Working notes: the on-shell Sudakov form factor and its timelike continuation

Premises and conventions

I use QED of one lepton of mass m, with ħ = c = 1, metric (+,−,−,−), e² = 4πα, Feynman gauge, and a photon mass λ as infrared regulator. The vertex between on-shell spinors is ū(p2)[γ^μ F1 + iσ^{μν}q_ν F2/(2m)]u(p1), with q = p2 − p1, p1² = p2² = m², Q² = −q², so 2p1·p2 = Q² + 2m². I renormalise on shell, F1(0) = 1; by the Ward identity Z1 = Z2 this amounts to subtracting the vertex correction at q = 0. Closed lepton loops are left out until the estimate of neglected terms. The logarithms are

L = ln(Q²/m²), ℓ = ln(m²/λ²), Λ = ln(Q²/λ²) = L + ℓ.

"Leading logarithms" means the terms α^n × (logarithm)^{2n}. I work at spacelike Q² ≫ m², λ² first and continue afterwards.

1. The one-loop vertex

The vertices −ieγ, the fermion propagators i(p̸+m)/(p²−m²) and the photon propagator −ig/(k²−λ²) give the factor (−i)(−ie)²(i)² = −ie², so

δΓ^μ = −ie² ∫ d⁴k/(2π)⁴ N^μ / [(k²−λ²)(k²−2p1·k)(k²−2p2·k)],
N^μ = γ^ν(p̸2−k̸+m)γ^μ(p̸1−k̸+m)γ_ν,

each denominator carrying +i0. I combine them with 1/(ABC) = 2∫dx dy dz δ(1−x−y−z)/(xA+yB+zC)³, x and y for the legs p1 and p2, z for the photon, and shift k = κ + x p1 + y p2. The denominator becomes (κ²−Δ+i0)³ with

Δ = (x p1 + y p2)² + zλ² = xyQ² + (x+y)²m² + zλ².  (1)

Wick rotation gives ∫d⁴κ/(2π)⁴ (κ²−Δ)⁻³ = −i/(32π²Δ) and ∫d⁴κ/(2π)⁴ κ²(κ²−Δ)⁻³ = (i/16π²)[−ln Δ + cutoff term]. With a Pauli-Villars photon the cutoff term does not depend on q and drops out in the subtraction. A κ-independent numerator nγ^μ therefore contributes −(α/4π) n/Δ to the integrand of δF1, and a numerator κ²γ^μ contributes −(α/2π) ln Δ.

Numerator at Q ≫ m. I drop m in N, which changes F1 by m²/Q² times logarithms. Then γ^ν a̸b̸c̸γ_ν = −2c̸b̸a̸ gives N = −2(p̸1−k̸)γ^μ(p̸2−k̸). The κ² part is −2κ̸γ^μκ̸ → κ²γ^μ after averaging κ^ακ^β → κ²g^{αβ}/4. In the rest, ū p̸2 = 0 and p̸1 u = 0 leave −2(1−x)(1−y) p̸1γ^μp̸2, and anticommuting p̸1 to the right gives p̸1γ^μp̸2 → −2p1·p2 γ^μ. So n = 2Q²(1−x)(1−y).

Numerator at q = 0. Here m must be kept. With p − k → zp, the three contractions give −2z²p̸γ^μp̸ + 8mz p^μ − 2m²γ^μ. Between equal spinors p̸γ^μp̸ → m²γ^μ and p^μ → mγ^μ, so n0 = −2m²(1−4z+z²). With Δ0 = (1−z)²m² + zλ²,

F1 − 1 = (α/2π)∫dx dy [ −Q²(1−x)(1−y)/Δ + ln(Δ0/Δ) − m²(1−4z+z²)/Δ0 ],  (2)

over x, y > 0, x + y < 1.

2. The double logarithm as an area

Two logarithms need an integrand dx dy/(xy). Only the term −Q²/Δ has it, and only where xyQ² dominates (1). That asks for x, y ≪ 1, xyQ² ≫ λ², and xyQ² ≫ m²x², m²y². Put a = ln(1/x), b = ln(1/y). The measure becomes da db and the region is

a > 0, b > 0, a + b < Λ, |a − b| < L.  (3)

The crossover at each edge has width of order one and so affects single logarithms only. The first three conditions bound a triangle of area Λ²/2. If λ < m, then Λ > L and the last condition removes two corners. The one on the b axis has vertices (0, L), (0, Λ) and a third at a = ℓ/2, hence area ℓ²/4. If λ > m, no point of the triangle reaches |a − b| = L and nothing is removed. So δ = −(α/2π) × area is

δ = −(α/4π)(Λ² − ℓ²) = −(α/4π)L² − (α/2π)Lℓ  for λ ≪ m,  (4a)
δ = −(α/4π)Λ²  for m ≪ λ.  (4b)

The two agree at m = λ. Equation (4b) is not (4a) extrapolated to negative ℓ: the term ℓ² switches off once λ passes m, and the fermion mass drops out.

3. The full one-loop asymptotics

I want the neglected terms as well, so I integrate (2) up to power corrections. The pieces below are in units of α/2π.

Case λ ≪ m. Put x = ρξ, y = ρ(1−ξ), dx dy = ρ dρ dξ, so Δ = ρ²M² + (1−ρ)λ² with M² = m² + ξ(1−ξ)Q². Let r = m²/Q². Then M²/Q² = (ξ+r)(1−ξ+r) − r², and Q²/M² ≈ 1/(ξ+r) + 1/(1−ξ+r), whose ξ integral is 2L.

(a) −Q²/Δ. The photon mass matters only at ρ ~ λ/M ≪ 1, so 1−ρ → 1 and the ρ integral is ln(M²/λ²)/(2M²). By the symmetry ξ ↔ 1−ξ the piece is −∫dξ [ℓ + L + ln(ξ+r) + ln(1−ξ)]/(ξ+r). The terms give (ℓ+L)L, −L²/2 and −π²/6, so (a) = −Lℓ − L²/2 + π²/6.
(b) +Q²(x+y−xy)/Δ is infrared finite; at λ = 0 it is ∫dξ (Q²/M²)[1 − ξ(1−ξ)/2] = 2L − 1/2.
(c) ln(Δ0/Δ) = −ln(M²/m²) gives −(1/2)(L − 2).
(d) With z = 1−ρ, −(1−4z+z²) = 2 − 2ρ − ρ², and ∫ρ dρ m²(2−2ρ−ρ²)/Δ0 = ℓ − 5/2.

F1 − 1 = (α/2π)[ −L²/2 − Lℓ + ℓ + 3L/2 + π²/6 − 2 ].  (5a)

Case m ≪ λ. Set m = 0 and T = Q²/λ². Now Δ is linear in y, and ∫dy Q²/Δ from 0 to 1−x equals T ln(xT)/(xT−1).
(a) With t = xT, −∫ dt ln t/(t−1) from 0 to T. The range below t = 1 gives π²/6. Above it, 1/(t−1) = 1/t + 1/(t(t−1)) gives Λ²/2 + π²/6. So (a) = −Λ²/2 − π²/3.
(b) The x and y terms give 2∫dx ln(xT) = 2(Λ−1), and the xy term gives −1/2.
(c) ln(z/(xyT)) gives −Λ/2 − ∫dx (1−x) ln x = −Λ/2 + 3/4, since ln x, ln y and ln z have equal integrals.
(d) vanishes with m.

F1 − 1 = −(α/4π)[ Λ² − 3Λ + 7/2 + 2π²/3 ].  (5b)

The double logarithms of (5a) and (5b) are those of (4a) and (4b).

4. The same region in momentum space

For many photons I need to know which momenta make up the area. Take lightlike n1, n2 with 2n1·n2 = Q², p1 = n1 + r n2, p2 = n2 + r n1 up to relative order r, and write k = u n1 + v n2 + k⊥. Then, with k⊥² the positive square of the transverse vector,

d⁴k = (πQ²/2) du dv dk⊥², k² = uvQ² − k⊥², 2p1·k = vQ² + um², 2p2·k = uQ² + vm².

For soft k, (p̸1+m)γ_ν u = 2p1ν u and ū γ^ν(p̸2+m) = 2p2^ν ū, so N → 4p1·p2 γ^μ ≈ 2Q²γ^μ. A k̸ kept in the numerator cancels a factor 1/u or 1/v and costs one logarithm, as piece (b) showed. With the fermion denominators linearised, the k⊥² integral acts on 1/(uvQ² − λ² − k⊥² + i0) alone. Its pole gives −iπ θ(uvQ² − λ²). Its principal part is, to logarithmic accuracy, even under u → −u while 1/(uv) is odd, so it cancels. The quadrants u, v > 0 and u, v < 0 contribute equally:

δ = −ie² (2Q²)(2π)⁻⁴ (πQ²/2)(−iπ) × 2∫du dv/(uvQ⁴) = −(α/2π)∫du dv/(uv).

The form 1/(uv) needs vQ² > um² and uQ² > vm². The pole needs uvQ² > λ². The dropped k² in the fermion denominators cuts the k⊥² integral at min(u,v)Q², and the pole at uvQ² lies below that only for u, v < 1. This is region (3) with u, v for x, y. The double logarithm thus comes from photons on their mass shell, soft with respect to both legs, and emitted outside the cones of opening angle of order m/Q around the legs.

5. Exponentiation

Take n photons, each joining leg 1 to leg 2. A photon with both ends on one leg has numerator 4m² in place of 4p1·p2 and gives one logarithm at most; this is the origin of the lone +ℓ in (5a). After j attachments a fermion denominator is K² − 2p·K with K = k1 + … + kj. For on-shell photons 2k_i·k_j = Q²(u_i v_j + u_j v_i) − 2k⊥i·k⊥j, and |k⊥i||k⊥j| ≤ Q²√(u_i v_i u_j v_j) ≤ Q²(|u_i v_j| + |u_j v_i|)/2. So |2k_i·k_j| ≤ 2Q²(|u_i v_j| + |u_j v_i|). On leg 1 this is compared with terms v_iQ², v_jQ² and is smaller by a factor u ≪ 1; on leg 2 it is smaller by v. All denominators linearise inside region (3), and the numerators reduce, from the spinor inwards, to one factor 4p1·p2 per photon.

On one leg, with c_i = 2p·k_i, the sum over orderings obeys

Σ over permutations 1/[c1 (c1+c2) … (c1+…+cn)] = 1/(c1 c2 … cn).  (6)

Proof by induction: the last denominator is C = Σc_i for every ordering. Fix the photon j that comes last; the orderings of the others sum to c_j/Πc_i. The sum over j is C/Πc_i, and the factor 1/C leaves 1/Πc_i.

With labelled photons there are n! orderings on each leg. Relabelling the integration variables maps each diagram to itself, so the (n!)² labelled terms count each of the n! ladder and crossed-ladder diagrams n! times. Applying (6) on both legs factorises the integrand, and order α^n is δ^n/n!. Summing,

F1 = exp[ −(α/4π) ln²(Q²/m²) − (α/2π) ln(Q²/m²) ln(m²/λ²) ]  for Q ≫ m ≫ λ,  (7a)
F1 = exp[ −(α/4π) ln²(Q²/λ²) ]  for Q ≫ λ ≫ m.  (7b)

For comparison, legs off shell by P1², P2² ≫ m², with λ negligible, cut v at P1²/Q² and u at P2²/Q². The region is then a rectangle, and the exponent −(α/2π) ln(Q²/P1²) ln(Q²/P2²) is Sudakov's of 1956. For P1 = P2 = λ the square has twice the area of the triangle behind (7b).

One statement goes beyond leading logarithms. For λ ≪ m the λ dependence comes from photon momenta far below m, where the linearisation is exact and photons with both ends on one leg factorise by (6) too. So the whole term −(α/2π)(L−1)ℓ of (5a) exponentiates when lepton loops are absent, as in Yennie, Frautschi and Suura (1961).

6. Timelike continuation

For pair creation p1 → −p1 and q² = s > 0. In (2), q² enters the denominator through Δ − i0 = (x+y)²m² + zλ² − xy s − i0, which is (1) at Q² = −s − i0. For Q² = |Q²|e^{−iθ} with 0 ≤ θ < π, Δ does not vanish, so the integral is analytic there and its asymptotic form continues along the arc. I take the same analyticity in the cut plane at each higher order. Hence ln Q² → ln s − iπ. With L_s = ln(s/m²) and Λ_s = ln(s/λ²), (Λ_s − iπ)² = Λ_s² − π² − 2iπΛ_s, and

F1(s) = exp[ −(α/4π)(L_s² + 2L_s ℓ − π²) + i(α/2)Λ_s ]  for λ ≪ m,  (8a)
F1(s) = exp[ −(α/4π)(Λ_s² − π²) + i(α/2)Λ_s ]  for m ≪ λ.  (8b)

I check the sign of the phase directly. The soft numerator 4p1·p2 = 2(Q²+2m²) is exact in m, so the ℓ-dependent part of piece (a) at any s is (α/2π)(s−2m²)(ℓ/2)∫dξ/(M²−i0) with M² = m² − ξ(1−ξ)s. This has two zeros with slope of modulus sβ, β² = 1 − 4m²/s, so the imaginary part of the integral is 2π/(sβ). The phase is (α/2)ℓ(1+β²)/(2β), positive, and it tends to (α/2)ℓ as β → 1, as in (8a). It is the Coulomb phase of the outgoing pair, with 2β/(1+β²) the speed of one particle in the rest frame of the other, and it diverges as λ → 0.

The terms made by continuation are not leading logarithms. The phase is of order α ln, like the single logarithms of (5), and the π² term is of order α. The phase is still meaningful, because the single logarithms are real apart from the constant −3α/4 that 3L/2 or 3Λ produces on continuation: at order α, Im F1 = (α/2)(Λ_s − 3/2) in both cases. The π² term raises ln|F1| by απ/4 and has to be weighed against terms that (7) omits.

7. Lepton loops

An electron loop on the exchanged photon adds (α/3π)∫dμ²/μ² × 1/(k²−μ²) to 1/k², for μ ≫ m. At large spacelike k² this reproduces the running factor 1 + (α/3π) ln(−k²/m²). Each μ is a heavy photon, to which (4b) applies, so the exponent gains −(α/3π)(α/4π)∫dμ²/μ² ln²(Q²/μ²) from m² to Q², that is

−(α/π)² L³/36.  (9)

This has one logarithm less than α²L⁴. Heavier leptons and hadrons add smaller terms of the same form, since their thresholds are higher.

8. Range of validity

Equations (7) and (8) need |q²| ≫ m², λ², with corrections m²/|q²| and λ²/|q²| times logarithms, and either λ ≪ m or m ≪ λ; near m ~ λ the two differ only by terms of order α. They fail near the threshold s ~ 4m², where 1/β takes over. The exponent itself may be of order one or larger. What must be small is the single-logarithmic term, (α/2π)(ℓ + 3L/2) or (3α/4π)Λ, which sets the relative accuracy of |F1|, and the loop term (9). Apart from the ℓ term I have not shown that the subleading one-loop terms exponentiate, so I use them only to size what is left out. Finally, F1 with a photon mass is no observable. For λ ≪ m, |F1|² carries exp[−(α/π)(L_s−1)ℓ], which real photons below the energy resolution cancel, and the Coulomb phase drops out of the modulus.

9. Numerical illustration at s = (10 GeV)²

Inputs: α = 1/137.036, electron mass m ≈ 0.511 × 10⁶ eV, √s = 10¹⁰ eV, and an illustrative λ = 10³ eV, a screening length ħc/λ = 0.197 nm. Then m²/s = 2.6 × 10⁻⁹, L_s = 19.76, ℓ = 12.47, Λ_s = 32.24. I keep three decimals in ln F1 to show the balance of terms.

Terms kept in (8a):
−(α/4π)L_s² = −0.227
−(α/2π)L_s ℓ = −0.286
+απ/4 = +0.006
real part −0.507, imaginary part (α/2)Λ_s = +0.118

Terms omitted:
(α/2π)(ℓ + 3L_s/2) = +0.049
(α/2π)(π²/6 − 2) = −0.0004
−3α/4 = −0.005 in the imaginary part
equation (9) continued: −0.001 in the real part, +0.0005 in the imaginary part

Equation (8a) gives |F1| = 0.60 and a phase of 0.12 rad. The first-order truncation 1 + δ has modulus 0.51, so summation matters. At spacelike Q = 10 GeV the exponent is −0.513 and F1 is 0.60 as well. The π² term that separates the two cases is 8.5 times smaller than the omitted single logarithms, so at leading-logarithmic accuracy the continuation leaves the modulus unchanged and its visible product is the phase. Putting the continued one-loop result (5a) in the exponent gives −0.459 + 0.112i, a modulus of 0.63, which is 5 per cent higher.

Raising the regulator to λ = 10⁸ eV moves the same vertex to case (8b), with Λ_s = 9.21. The double logarithm is −0.049, the real part −0.044 and the phase 0.034, so |F1| = 0.96. The omitted real terms of (5b) add +0.010 and the phase drops to 0.028. Extrapolating (7a) to this λ would give a spacelike exponent of +0.015, of the wrong sign.

The model's result for λ = 10³ eV is |F1| ≈ 0.6 with a phase of about 0.1 rad. Both numbers belong to the electron vertex without lepton loops and with the chosen photon mass, and both change when λ changes.